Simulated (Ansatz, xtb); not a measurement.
# AlH5SSn: which of two structures lies lower

Structure X is a singlet given by its coordinates and structure Y is a singlet given by its coordinates. Both are isolated molecules in the gas phase, relaxed with r2SCAN-D4/def2-SVP.

X (Å):

```xyz
8

Al    1.1734   -0.6641   -1.4521
S     2.4964    1.1171   -0.6421
Sn    1.0411    0.2973    1.4793
H     0.0590   -0.1156   -2.4367
H     2.1076   -1.9257   -1.6721
H     1.6390    2.0903   -1.0269
H     0.4371   -0.9412    0.1145
H    -0.2500    1.3758    0.8958
```

Close contacts (Å): Al1–S2 2.36, Al1–Sn3 3.09, S2–Sn3 2.70, Al1–H4 1.58, Al1–H5 1.59, Al1–H7 1.75, S2–H6 1.35, Sn3–H7 1.94, Sn3–H8 1.78.

Y (Å):

```json
{"atom": "Al", "x (Å)": "1.0333", "y (Å)": "-0.7705", "z (Å)": "-1.2571"}
{"atom": "S", "x (Å)": "2.2317", "y (Å)": "1.2537", "z (Å)": "-1.0152"}
{"atom": "Sn", "x (Å)": "0.3686", "y (Å)": "1.3256", "z (Å)": "0.8953"}
{"atom": "H", "x (Å)": "0.1911", "y (Å)": "-0.7068", "z (Å)": "-2.6015"}
{"atom": "H", "x (Å)": "1.9104", "y (Å)": "-1.9820", "z (Å)": "-0.7414"}
{"atom": "H", "x (Å)": "1.5372", "y (Å)": "1.9491", "z (Å)": "-1.9465"}
{"atom": "H", "x (Å)": "-0.1146", "y (Å)": "-0.3255", "z (Å)": "-0.0076"}
{"atom": "H", "x (Å)": "1.5215", "y (Å)": "0.3317", "z (Å)": "1.8102"}
```

Close contacts (Å): Al1–S2 2.36, Al1–Sn3 3.08, S2–Sn3 2.67, Al1–H4 1.59, Al1–H5 1.58, Al1–H7 1.75, S2–H6 1.35, Sn3–H7 1.94, Sn3–H8 1.78.

Energies in hartree; the thermal terms are from r2SCAN-D4/def2-SVP harmonic frequencies (ideal gas, rigid rotor, one conformer each, 298.15 K, 1 atm) and include the zero-point energy:

|  | X | Y |
| --- | --- | --- |
| E, CCSD(T)/def2-TZVP | −856.405500 | −856.407284 |
| zero-point energy | 0.037666 | 0.037949 |
| H(298 K) − E | 0.044965 | 0.045138 |
| G(298 K) − E | 0.006402 | 0.006856 |

Q: Work out ΔE, ΔE₀, ΔH and ΔG for X → Y in kcal/mol (1 Eh = 627.51 kcal/mol) and the equilibrium ratio [Y]/[X].

A: 1. ΔE = −856.407284 − (−856.405500) = −0.001784 Eh = −1.12 kcal/mol.
2. ΔE₀ = ΔE + ΔZPE = −0.001784 + (+0.000283) Eh = −0.94 kcal/mol.
3. ΔH = ΔE + (+0.000173) Eh = −1.01 kcal/mol.
4. ΔG = ΔE + (+0.000454) Eh = −0.83 kcal/mol, so ΔS = (ΔH − ΔG)/T = −2.5 J/(mol K).
5. kT = 0.9442 mEh, so K = [Y]/[X] = exp(−ΔG/kT) = exp(+1.41) ≈ 4.1.

The two are too close for this level to say which is favoured. An error of 1 kcal/mol in ΔG would change K by a factor of 5.4. Mirror images and further conformers aren't counted.

Other levels gave ΔE = −1.1 (r2SCAN-D4/def2-SVP); −1.0 (HF/def2-TZVP); −1.3 (MP2/def2-TZVP) kcal/mol. The correlated steps freeze 14 core orbitals; the filled d shell of Sn is correlated, in a basis made for valence electrons. Atoms past krypton carry core potentials in the def2 sets, without spin–orbit terms. Programs: Ansatz 0.2.0.

X and Y are stereoisomers of one bridged framework, not different bonding patterns. In both, a hydride and an SH group link an AlH2 unit to a divalent SnH centre, and the S–H and terminal Sn–H bonds lie on the same side of the ring in X and on opposite sides in Y. The long S–Sn contact suggests weak donation from sulfur into the tin acceptor orbital, while the Al–Sn separation needs no direct metal–metal bond. Since the isomerisation keeps every bond type, a small energy difference is expected.

The slight electronic lean towards Y already appears at Hartree–Fock level, so correlation is not needed to produce it. It probably reflects electrostatics and Pauli repulsion: in X the sulfur lone pair and the largely 5s lone pair on tin point to the same face, whereas in Y they are on opposite faces. Whether the isomers interconvert readily, by inversion at sulfur or by opening of the S–Sn bridge, can't be judged from two minima.
